**Nuclear shape at fixed rms radius: 1s, 4s and total-energy shifts in singly charged ions from Yb+ to Pb+**

The table holds Dirac-Coulomb Hartree-Fock (configuration-average, basis-limit) shifts of ε(1s1/2), ε(4s1/2) and the total energy for Gaussian and uniform nuclei relative to a Fermi nucleus of the same rms radius. The program solves the one-electron Dirac 1s problem for each shape and compares the exact difference, the ⟨r⁴⟩ term, full first order and an ⟨r^(2γ)⟩ rule with the table. The tabulated 1s shifts of the fitted rows are 0.956 to 0.960 of the exact one-electron values; the ⟨r⁴⟩ term has the right signs and ratio but is about half again too large, and the ⟨r^(2γ)⟩ rule is three times too large. Scale factors linear in Z, fitted on seven rows, predict the withheld Yb+ and Lu+ 1s and total shifts within 0.32 %, while the 4s shifts of Yb+ miss by 1.0 to 1.4 %, outside their bars. A pure power of Z falls short on both withheld rows by 0.8 to 3.9 %.

Spherical singly charged ions, computed with B-spline radial code 1 at the basis-set limit: Dirac-Coulomb Hartree-Fock, averaged over the configuration, without Breit or QED terms. The Gaussian, uniform-sphere and Fermi nuclei of each ion share one rms radius, and the Fermi nucleus has a skin thickness of 2.3 fm.

## Program and output

```python
# Table: B-spline Dirac-Coulomb Hartree-Fock (nl average) shifts in eV of eps(1s), eps(4s) and total energy, Gaussian or
# uniform nucleus less Fermi (skin 2.3 fm), equal rms. Tested: one-electron Dirac 1s shifts (exact, r^4 term, first order),
# rivals <r^(2 gamma)> and a pure power of Z; withheld rows predicted from fits on the other rows.
T = {
    'ion': ['Yb+', 'Lu+', 'Ta+', 'W+', 'Os+', 'Ir+', 'Au+', 'Hg+', 'Pb+'],
    'Z': [70, 71, 73, 74, 76, 77, 79, 80, 82],
    'N': [69, 70, 72, 73, 75, 76, 78, 79, 81],
    'configuration': ['[Xe] 4f14 6s1', '[Xe] 4f14 6s2', '[Xe] 4f14 5d3 6s1', '[Xe] 4f14 5d4 6s1', '[Xe] 4f14 5d6 6s1', '[Xe] 4f14 5d7 6s1', '[Xe] 4f14 5d10', '[Xe] 4f14 5d10 6s1', '[Xe] 4f14 5d10 6s2 6p1'],
    'rms': [5.311, 5.37, 5.351, 5.366, 5.413, 5.403, 5.437, 5.465, 5.501],  # fm
    'Gauss_1s12': [-0.12, -0.138, -0.174, -0.198, -0.255, -0.285, -0.365, -0.414, -0.528],  # eV
    'unifo_1s12': [0.0306, 0.0344, 0.0437, 0.0492, 0.062, 0.0698, 0.0878, 0.0983, 0.123],  # eV
    'Gauss_4s12': [-0.000877, -0.00102, -0.00134, -0.00155, -0.00208, -0.00237, -0.00317, -0.00364, -0.00479],  # eV
    'unifo_4s12': [0.000224, 0.000254, 0.000338, 0.000386, 0.000506, 0.00058, 0.000762, 0.000864, 0.00112],  # eV
    'Gauss_total': [-0.291, -0.337, -0.427, -0.484, -0.627, -0.704, -0.904, -1.03, -1.32],  # eV
    'unifo_total': [0.0744, 0.0838, 0.107, 0.121, 0.153, 0.172, 0.217, 0.244, 0.307],  # eV
}
HELD = [0, 1]  # rows withheld from the fit
import numpy as np
from scipy.constants import alpha, physical_constants as pc
from scipy.special import erf, expit, gamma as G
from scipy.optimize import brentq
from scipy.integrate import cumulative_trapezoid as ct
c = 1/alpha; fm = 1e-15/pc['Bohr radius'][0]; Ha = pc['Hartree energy in eV'][0]
Z = np.array(T['Z'], float); R = np.array(T['rms'], float)*fm; ion = T['ion']; n = len(Z)
K = np.array([i for i in range(n) if i not in HELD]); D = {k: np.array(T[k], float) for k in T if '_' in k}
N = 2500; t = np.linspace(np.log(0.01*fm), np.log(0.28), 2*N+1); r = np.exp(t); d = t[1]-t[0]; h = 2*d
a0 = 2.3*fm/(4*np.log(3)); g = np.sqrt(1-(Z*alpha)**2); Ep = c*c*(g-1)
cum = lambda f: ct(f, dx=d, initial=0)-d*d/12*np.gradient(f, d)
mom = lambda rho, p: (rho*r**(3+p)).sum()/(rho*r**3).sum()
V = np.zeros((2*N+1, 3, n)); m4 = np.zeros(n); mg = np.zeros(n)   # shapes: 0 Fermi, 1 Gaussian, 2 uniform
for i in range(n):
    c0 = brentq(lambda x: mom(expit((x*fm-r)/a0), 2)/R[i]**2-1, 3, 9, xtol=1e-13)*fm
    rho = expit((c0-r)/a0); q = cum(rho*r**3); o = cum(rho*r**2); Ru = np.sqrt(5/3)*R[i]
    V[:, 0, i] = -Z[i]*(q/r+o[-1]-o)/q[-1]; V[:, 1, i] = -Z[i]*erf(np.sqrt(1.5)*r/R[i])/r
    V[:, 2, i] = np.where(r < Ru, -Z[i]*(3-(r/Ru)**2)/(2*Ru), -Z[i]/r)
    m4[i] = mom(rho, 4)/R[i]**4; mg[i] = mom(rho, 2*g[i])/R[i]**(2*g[i])
def sweep(E):
    B = (E-V)*(r/c)[:, None, None]; A = B+(2*c*r)[:, None, None]
    P = np.ones((3, n)); Q = -B[0]/3; W = [P*P+Q*Q]
    f = lambda j, P, Q: (P+A[j]*Q, -Q-B[j]*P)
    for j in range(0, 2*N, 2):
        p1, q1 = f(j, P, Q); p2, q2 = f(j+1, P+d*p1, Q+d*q1)
        p3, q3 = f(j+1, P+d*p2, Q+d*q2); p4, q4 = f(j+2, P+h*p3, Q+h*q3)
        P = P+h/6*(p1+2*p2+2*p3+p4); Q = Q+h/6*(q1+2*q2+2*q3+q4); W.append(P*P+Q*Q)
    return P, np.array(W)
E0 = np.tile(Ep, (3, 1)); E1 = E0+2; f0 = sweep(E0)[0]; f1, W = sweep(E1)
for _ in range(5):
    df = f1-f0; E2 = E1-f1*(E1-E0)/np.where(df == 0, 1, df); E0, f0, E1 = E1, f1, E2; f1, W = sweep(E1)
w = W[:, 0]*r[::2, None]*h; nrm = w.sum(0); FS = (E1[0]-Ep)*Ha; H = (E1[1:]-E1[0])*Ha
F1 = np.array([(w*(V[::2, s]-V[::2, 0])).sum(0)/nrm*Ha for s in (1, 2)])
b = (E1[0]-V[0, 0])/c; a = (b+2*c)*b/3-b*b/9
M4 = np.array([-Z*a/(20*r[0]**2*nrm)*(m-m4)*R**4*Ha for m in (5/3, 25/21)])
MG = np.array([FS*(m/mg-1) for m in (G(1.5+g)/G(1.5)/1.5**g, 3/(3+2*g)*(5/3)**g)])
print('One-electron Dirac 1s, eV (G/U = Gaussian/uniform less Fermi); <r4>/rms4: uniform %.4f, Gaussian %.4f' % (25/21, 5/3))
for i in range(n):
    print(f'{ion[i]} m4F {m4[i]:.4f} size shift {FS[i]:.1f} exact {H[0,i]:.4f}/{H[1,i]:.4f} r4 {M4[0,i]:.4f}/{M4[1,i]:.4f} 1st order {F1[0,i]:.4f}/{F1[1,i]:.4f} r^2g {MG[0,i]:.3f}/{MG[1,i]:.3f}')
g1, u1 = D['Gauss_1s12'], D['unifo_1s12']
print('Known rows: table/exact G,U | table/r4 G,U | table/r^2g G,U | -G/U table,exact,r4 | |G|,U % of size shift | 4s/1s, tot/1s (G)')
for i in K:
    print(f'{ion[i]} {g1[i]/H[0,i]:.4f},{u1[i]/H[1,i]:.4f} | {g1[i]/M4[0,i]:.3f},{u1[i]/M4[1,i]:.3f} | {g1[i]/MG[0,i]:.2f},{u1[i]/MG[1,i]:.2f} | {-g1[i]/u1[i]:.3f},{-H[0,i]/H[1,i]:.3f},{-M4[0,i]/M4[1,i]:.3f} | {-100*g1[i]/FS[i]:.2f},{100*u1[i]/FS[i]:.2f} | {D["Gauss_4s12"][i]/g1[i]:.5f},{D["Gauss_total"][i]/g1[i]:.3f}')
st = lambda y, I: ' '.join(f'{100*((y[j]/y[i])**(1/(Z[j]-Z[i]))-1):.1f}' for i, j in zip(I[:-1], I[1:]))
print('growth % per Z, known rows, 1s G table', st(g1, K), '| exact', st(H[0], K))
print('growth % per Z, known rows, 1s U table', st(u1, K), '| exact', st(H[1], K))
fl = lambda y: 0.5*10**(np.floor(np.log10(abs(y)))-2)/abs(y)
X = np.c_[np.ones(n), Z-76]; C = np.linalg.inv(X[K].T@X[K]); out = []; PR = {}
print('Fit column = exact 1s * (s0+s1(Z-76)); bar = 2*max(resid sd, rounding rms)*sqrt(1+leverage); rival A*Z^p')
for k, y in D.items():
    m = H[0 if k[0] == 'G' else 1]; s = y/m; p = C@X[K].T@s[K]; rel = (X@p)/s-1
    sd = max(np.sqrt((rel[K]**2).sum()/(len(K)-2)), np.sqrt((fl(y[K])**2).mean()/3))
    pw = np.polyfit(np.log(Z[K]), np.log(abs(y[K])), 1); yp = np.sign(m)*np.exp(np.polyval(pw, np.log(Z))); PR[k] = m*(X@p)
    print(f'{k}: s0 {p[0]:.4g} s1 {p[1]:.2e} worst {100*abs(rel[K]).max():.2f}% ({ion[K[abs(rel[K]).argmax()]]}) rounding max {100*fl(y[K]).max():.2f}% | p {pw[0]:.2f} worst {100*abs(yp[K]/y[K]-1).max():.2f}%')
    for i in HELD:
        bar = 2*sd*np.sqrt(1+X[i]@C@X[i])*abs(PR[k][i])
        out.append(f'{ion[i]} {k} pred {PR[k][i]:.4g} +- {bar:.2g} eV computed {y[i]:.3g} miss {100*(PR[k][i]/y[i]-1):+.2f}% ({abs(PR[k][i]-y[i])/bar:.1f} bar) | Z^p {yp[i]:.4g} miss {100*(yp[i]/y[i]-1):+.1f}%')
print('\n'.join(out))
for i in HELD:
    print(f'{ion[i]} -G/U pred {-PR["Gauss_1s12"][i]/PR["unifo_1s12"][i]:.3f} computed {-g1[i]/u1[i]:.3f}; computed 4s/1s {D["Gauss_4s12"][i]/g1[i]:.5f} tot/1s {D["Gauss_total"][i]/g1[i]:.3f} table/exact {g1[i]/H[0,i]:.4f},{u1[i]/H[1,i]:.4f}')
print('step between withheld rows %/Z: G pred', st(PR['Gauss_1s12'], HELD), 'computed', st(g1, HELD), '| U pred', st(PR['unifo_1s12'], HELD), 'computed', st(u1, HELD))
assert all((D[k][K] < 0).all() if k[0] == 'G' else (D[k][K] > 0).all() for k in D)
assert (np.diff((-g1/u1)[K][np.argsort(R[K])]) > 0).all()
assert (abs(g1[K]) < 0.02*FS[K]).all() and (g1[K]/H[0, K] > 0.7).all() and (g1[K]/H[0, K] < 1.15).all()
```

It prints:

```
One-electron Dirac 1s, eV (G/U = Gaussian/uniform less Fermi); <r4>/rms4: uniform 1.1905, Gaussian 1.6667
Yb+ m4F 1.2888 size shift 19.5 exact -0.1249/0.0320 r4 -0.1764/0.0459 1st order -0.1192/0.0325 r^2g -0.352/0.093
Lu+ m4F 1.2865 size shift 22.0 exact -0.1445/0.0360 r4 -0.2042/0.0516 1st order -0.1378/0.0365 r^2g -0.409/0.105
Ta+ m4F 1.2872 size shift 26.6 exact -0.1820/0.0457 r4 -0.2583/0.0658 1st order -0.1735/0.0464 r^2g -0.519/0.134
W+ m4F 1.2866 size shift 29.5 exact -0.2062/0.0514 r4 -0.2931/0.0741 1st order -0.1965/0.0521 r^2g -0.591/0.151
Os+ m4F 1.2848 size shift 36.4 exact -0.2660/0.0648 r4 -0.3792/0.0937 1st order -0.2533/0.0657 r^2g -0.768/0.192
Ir+ m4F 1.2852 size shift 40.0 exact -0.2977/0.0729 r4 -0.4253/0.1056 1st order -0.2835/0.0739 r^2g -0.864/0.217
Au+ m4F 1.2840 size shift 49.1 exact -0.3806/0.0917 r4 -0.5457/0.1333 1st order -0.3624/0.0929 r^2g -1.115/0.275
Hg+ m4F 1.2829 size shift 54.6 exact -0.4319/0.1026 r4 -0.6202/0.1494 1st order -0.4111/0.1040 r^2g -1.271/0.310
Pb+ m4F 1.2816 size shift 67.2 exact -0.5510/0.1287 r4 -0.7939/0.1880 1st order -0.5241/0.1304 r^2g -1.636/0.392
Known rows: table/exact G,U | table/r4 G,U | table/r^2g G,U | -G/U table,exact,r4 | |G|,U % of size shift | 4s/1s, tot/1s (G)
Ta+ 0.9560,0.9556 | 0.674,0.664 | 0.34,0.33 | 3.982,3.980,3.923 | 0.65,0.16 | 0.00770,2.454
W+ 0.9603,0.9568 | 0.676,0.664 | 0.34,0.33 | 4.024,4.010,3.953 | 0.67,0.17 | 0.00783,2.444
Os+ 0.9588,0.9566 | 0.673,0.662 | 0.33,0.32 | 4.113,4.103,4.046 | 0.70,0.17 | 0.00816,2.459
Ir+ 0.9574,0.9576 | 0.670,0.661 | 0.33,0.32 | 4.083,4.084,4.026 | 0.71,0.17 | 0.00832,2.470
Au+ 0.9590,0.9577 | 0.669,0.659 | 0.33,0.32 | 4.157,4.152,4.094 | 0.74,0.18 | 0.00868,2.477
Hg+ 0.9585,0.9577 | 0.668,0.658 | 0.33,0.32 | 4.212,4.208,4.150 | 0.76,0.18 | 0.00879,2.488
Pb+ 0.9583,0.9557 | 0.665,0.654 | 0.32,0.31 | 4.293,4.281,4.223 | 0.79,0.18 | 0.00907,2.500
growth % per Z, known rows, 1s G table 13.8 13.5 11.8 13.2 13.4 12.9 | exact 13.3 13.6 11.9 13.1 13.5 12.9
growth % per Z, known rows, 1s U table 12.6 12.3 12.6 12.2 12.0 11.9 | exact 12.4 12.3 12.5 12.1 12.0 12.0
Fit column = exact 1s * (s0+s1(Z-76)); bar = 2*max(resid sd, rounding rms)*sqrt(1+leverage); rival A*Z^p
Gauss_1s12: s0 0.9582 s1 7.22e-05 worst 0.23% (W+) rounding max 0.29% | p 9.51 worst 1.04%
unifo_1s12: s0 0.9567 s1 6.49e-05 worst 0.15% (Pb+) rounding max 0.41% | p 8.90 worst 0.48%
Gauss_4s12: s0 0.007822 s1 1.51e-04 worst 0.65% (Au+) rounding max 0.37% | p 10.95 worst 1.04%
unifo_4s12: s0 0.007821 s1 1.49e-04 worst 0.51% (Au+) rounding max 0.45% | p 10.34 worst 0.67%
Gauss_total: s0 2.36 s1 5.74e-03 worst 0.14% (Ta+) rounding max 0.49% | p 9.69 worst 0.99%
unifo_total: s0 2.357 s1 4.53e-03 worst 0.20% (W+) rounding max 0.47% | p 9.04 worst 0.59%
Yb+ Gauss_1s12 pred -0.1197 +- 0.00051 eV computed -0.12 miss -0.27% (0.6 bar) | Z^p -0.1164 miss -3.0%
Lu+ Gauss_1s12 pred -0.1384 +- 0.00056 eV computed -0.138 miss +0.32% (0.8 bar) | Z^p -0.1332 miss -3.5%
Yb+ unifo_1s12 pred 0.03063 +- 8.8e-05 eV computed 0.0306 miss +0.09% (0.3 bar) | Z^p 0.02996 miss -2.1%
Lu+ unifo_1s12 pred 0.03441 +- 9.3e-05 eV computed 0.0344 miss +0.03% (0.1 bar) | Z^p 0.03399 miss -1.2%
Yb+ Gauss_4s12 pred -0.0008645 +- 8.4e-06 eV computed -0.000877 miss -1.43% (1.5 bar) | Z^p -0.0008429 miss -3.9%
Lu+ Gauss_4s12 pred -0.001022 +- 9.4e-06 eV computed -0.00102 miss +0.17% (0.2 bar) | Z^p -0.0009846 miss -3.5%
Yb+ unifo_4s12 pred 0.0002218 +- 1.9e-06 eV computed 0.000224 miss -0.98% (1.2 bar) | Z^p 0.0002176 miss -2.9%
Lu+ unifo_4s12 pred 0.0002545 +- 2.1e-06 eV computed 0.000254 miss +0.21% (0.3 bar) | Z^p 0.0002519 miss -0.8%
Yb+ Gauss_total pred -0.2906 +- 0.0012 eV computed -0.291 miss -0.15% (0.4 bar) | Z^p -0.2824 miss -2.9%
Lu+ Gauss_total pred -0.3369 +- 0.0013 eV computed -0.337 miss -0.02% (0.1 bar) | Z^p -0.324 miss -3.9%
Yb+ unifo_total pred 0.07463 +- 0.00038 eV computed 0.0744 miss +0.31% (0.6 bar) | Z^p 0.07298 miss -1.9%
Lu+ unifo_total pred 0.084 +- 0.00041 eV computed 0.0838 miss +0.24% (0.5 bar) | Z^p 0.08296 miss -1.0%
Yb+ -G/U pred 3.907 computed 3.922; computed 4s/1s 0.00731 tot/1s 2.425 table/exact 0.9604,0.9554
Lu+ -G/U pred 4.023 computed 4.012; computed 4s/1s 0.00739 tot/1s 2.442 table/exact 0.9548,0.9561
step between withheld rows %/Z: G pred 15.7 computed 15.0 | U pred 12.3 computed 12.4
```
